The vertical excitation energy E of a singlet state is its energy above the closed-shell ground state at fixed nuclear positions. Here it comes from Tamm-Dancoff response with the long-range-corrected functional LC-wPBE, which writes each state as a weighted mixture of orbital pairs, one electron moved from an occupied orbital i to an empty orbital a. The columns "main from" and "main to" name the heaviest pair. The oscillator strength measures the absorption intensity, and lambda is the spatial overlap of the paired orbitals, between 0 and 1.

Two columns are lengths. The hole electron distance d_he joins the centroid of the hole cloud to that of the electron cloud. The exciton size d_exc is the root-mean-square distance between hole and electron, and the two are tied by definition:

d_exc² = d_he² + σh² + σe² − 2·r·σh·σe

Here σh and σe are the spreads of the two clouds and r is the correlation of their positions.

Vertical singlet excitations of CO[SiH2][C@H](C)OC(C)=O (C5H12O3Si) in the gas phase, from PySCF 2.14.0 with density-fitted Tamm-Dancoff LC-wPBE/def2-SVP and core orbitals frozen in the response, at the GFN2-xTB geometry of one conformer. Hole and electron measures come from the normalised response amplitudes.

```
row  singlet state  singlet energy (eV)  singlet oscillator strength  singlet hole electron distance (Å)  singlet exciton size (Å)  singlet orbital overlap lambda  singlet main from  singlet main to
  1              1                6.220                        0.003                               0.730                     2.090                           0.420             HOMO-1             LUMO
  2              2                7.580                        0.022                               1.360                     3.030                           0.340               HOMO             LUMO
  3              3                8.140                        0.003                               0.590                     2.740                           0.480               HOMO           LUMO+1
  4              4                8.620                        0.025                               0.380                     2.620                           0.480             HOMO-3             LUMO
  5              5                8.720                        0.045                               0.450                     2.620                           0.490             HOMO-3             LUMO
```

The method itself splits the energy of a state dominated by one pair into an orbital gap G = εa − εi and interaction terms:

E = G − J + 2K + f

J is the Coulomb attraction of hole and electron, supplied by exact exchange and complete at long range in this functional. K is their exchange integral, which raises singlets, and f is a short-range semilocal term. G is large because an empty orbital here feels nearly all electrons of the molecule, so that the gap prices a separated cation and anion and J is recovered on bringing the charges together. The lowering L = G − E, with G averaged by weight over the leading pairs, is what needs explaining; the split is built in, and only the choice of a length to stand for J is open to test.

Two limits frame that choice. For compact clouds far apart, d_exc tends to d_he, K and f vanish, and L = e²/(4πε0·d_he) with e²/(4πε0) = 14.40 eV Å. For concentric clouds d_he is zero, yet the attraction is finite and set by the spreads. Three readings follow: L is a constant and the states follow the orbital gaps, L is set by d_he, or L = s·14.40 eV Å/d_exc with s near 1. Each was fitted to all five rows and again to rows 2 to 5 alone, and the printed output after this text gives the residuals.

Rows 1 and 2 test the tempting reading by orbital gaps. HOMO→LUMO is the smallest gap of all, so a constant lowering puts that state first, but it stands in row 2. The weighted gap of S1 is 0.82 eV larger than that of S2, while its energy is 1.36 eV smaller. The lowering therefore differs by 0.82 + 1.36 = 2.18 eV between the two rows, which no constant can supply.

The hole and electron populations of the same calculation show two kinds of state. S1 has 0.72 of its hole on the carbonyl oxygen and 0.55 of its electron on the carbonyl carbon: the ester n→π* excitation, weak because the in-plane lone pair and the π* orbital have a nearly vanishing transition moment. Its label understates its simplicity, for HOMO-1 carries only 0.54 of the weight while one natural transition orbital pair describes almost the whole state. S2 has its hole spread over the CH carbon, silicon and the methoxy and ester oxygens and its electron mainly on the carbonyl group. It is a partial charge transfer, with the largest relaxed dipole change of rows 1 to 4, about 4.6 D.

The centroid reading rightly gives S1 a larger lowering than S2, but it fails on the table as a whole. S1, the most local state with the largest lowering, has the second largest d_he. The centroid term makes up only 2 to 20 % of d_exc², so every row lies far nearer the concentric limit than the separated one, and the point-charge formula with d_he misses each energy by more than 5 eV. A straight line in d_he with two free constants still leaves an rms error of 0.71 eV in E and puts S2 below S1.

The exciton size accounts for the inversion with no fitted constant: 14.40/d_exc differs by 2.14 eV between S1 and S2, close to the difference in lowering. A sharper check takes s = 1.038 from rows 2 to 5 and predicts S1, which was not part of that fit. Its two leading pairs, HOMO-1→LUMO and HOMO-2→LUMO, have gaps of 13.30 and 13.67 eV, and the estimate runs:

G = (0.54 × 13.30 + 0.251 × 13.67)/0.791 = 13.42 eV
L = 1.038 × 14.40/2.09 = 7.15 eV
E = 13.42 − 7.15 = 6.27 eV

This is 0.05 eV above the tabulated 6.22 eV, whereas the other two readings, fitted to the same four rows, land more than 1.7 eV too high. Agreement that close is partly luck. The pairs used hold only part of the weight, and if the remainder lay 1 eV higher the gap of S1 would rise by 0.21 eV. The numbers support the size reading to a few tenths of an eV.

Row 3 shares its small oscillator strength with row 1 but not its character: it is HOMO→LUMO+1, with 0.44 of the electron on silicon. It is also the worst row of the size model, which fitted to all rows places it 0.24 eV above the table, far beyond the 0.01 eV that rounding of d_exc allows. S3 is larger than S4 and S5 and yet is lowered slightly more, against the model. The incomplete weights, with larger remainders for S4 and S5, act in the right direction. Remainders lying 1 eV higher would raise the lowerings of S4 and S5 by less than 0.1 eV relative to S3, while the errors of the model differ by 0.33 eV or more. Whether the remainders lie high enough, or differ enough between the states, to be the whole cause cannot be told from the pairs listed.

Rows 4 and 5 carry one label and are both mixtures, with HOMO-3→LUMO at weights of only 0.28 and 0.39 and a silicon-directed HOMO-1→LUMO+1 pair in second place. Their small d_he does not make them local, because hole and electron each spread over more than 2 Å around nearly the same centre. All three fitted readings reverse their order. A splitting of only 0.10 eV between mixed states can easily be decided by couplings between pairs, which no single length contains, and neither the order nor the division of intensity is secure.

The verdict rests on a narrow base. On rows 3 to 5 alone the constant lowering does better than the size model, 0.10 against 0.20 eV rms, and on rows 2 to 5 the line in d_he is best, at 0.12 against 0.18 eV. Only the size model carries over to S1. What is shown is that one compact state is lowered far more than four extended ones, by the amount that 1/d_exc implies.

The value of s has no physical meaning of its own. The mean of 1/r exceeds 1/d_exc, by a factor 1.38 for an isotropic Gaussian cloud, while 2K and the damping of exact exchange at short range reduce L; a partial cancellation is expected, but the run does not list these terms one by one. The lowest triplet, built from nearly the same pairs as S1 and free of 2K, lies 0.57 eV lower, and its ratio of lowering to 14.40/d_exc is 1.12 against 1.05 for S1. That difference holds the loss of 2K and the change in f together.

A functional with a small share of exact exchange would rearrange the same energy. Its empty orbitals already feel much of the hole, so gaps and lowerings both shrink, and the 1/d attraction largely drops out of the response. Local states such as S1 suffer little, while charge-transfer states such as S2 come out too low, the known fault that full long-range exchange is built to cure. The present basis has its own fault: without diffuse functions, Rydberg states, which have large d_exc and small lowering, are absent or pushed too high, so rows 2 to 5 are the next states of this calculation for one gas-phase conformer and not necessarily of the molecule.

Output of the analysis:

```
e^2/(4 pi eps0) = 14.400 eV A
state, E, leading gap, weighted gap, weight used, lowering, e2/size, e2/centroid (eV), lowering/(e2/size)
S1 6.22 13.30 13.42 0.79 7.20 6.89 19.7 1.045
S2 7.58 12.60 12.60 0.75 5.02 4.75 10.6 1.055
S3 8.14 13.85 13.85 0.73 5.71 5.26 24.4 1.087
S4 8.62 14.24 14.24 0.65 5.62 5.50 37.9 1.023
S5 8.72 14.24 14.19 0.64 5.47 5.50 32.0 0.996
S1 minus S2 (eV): leading gap +0.71, weighted gap +0.82, E -1.36
S1 minus S2 (eV): lowering +2.18, e2/size +2.14
S5 minus S4 (eV): E +0.10, weighted gap -0.05; lowering spread S3-S5 0.24
fits to all states: A shift 5.80 eV; B s = 1.040; C 6.18 eV -0.53 eV/A * centroid
residuals, model E minus table E (eV), S1..S5:
A constant shift: +1.40 -0.79 -0.09 -0.18 -0.33 | rms 0.74, worst S1
B fitted s: +0.03 +0.07 +0.24 -0.09 -0.24 | rms 0.16, worst S3
C linear in centroid: +1.41 -0.44 -0.15 -0.35 -0.47 | rms 0.71, worst S1
B with s = 1: +0.31 +0.26 +0.46 +0.13 -0.02 | rms 0.28, worst S3
C point charges: -12.52 -5.57 -18.70 -32.27 -26.53 | rms 21.37, worst S4
order by A constant shift: S2 S1 S3 S5 S4
order by B fitted s: S1 S2 S3 S5 S4
order by C linear in centroid: S2 S1 S3 S5 S4
order by B with s = 1: S1 S2 S3 S5 S4
fits to S2-S5 only: A 5.46 eV; B s = 1.038; C 5.88 eV -0.61 eV/A
A constant shift: rms S2-S5 0.27 eV, error on S1 +1.74 eV
B fitted s: rms S2-S5 0.18 eV, error on S1 +0.05 eV
C linear in centroid: rms S2-S5 0.12 eV, error on S1 +1.77 eV
fits to S3-S5 only, rms (eV): A 0.10, B 0.20
rounding of size (0.005 A) in e2/size (eV): 0.016 0.008 0.010 0.010 0.010
gap shift if unused weight lay 1 eV higher (eV): 0.21 0.25 0.27 0.35 0.36
size rebuilt from centroid, spreads, correlation (A): 2.09 3.03 2.74 2.62 2.62
centroid share of size squared (%): 12 20 5 2 3
relaxed dipole change S1..S4 (D): 1.78 4.59 1.73 1.24
isotropic Gaussian: mean(1/r) times rms(r) = 1.38
T1: E 5.65, weighted gap 13.43, lowering 7.78, e2/size 6.97 eV, ratio 1.116
S1-T1 splitting 0.57 eV = 8 % of S1 lowering
```
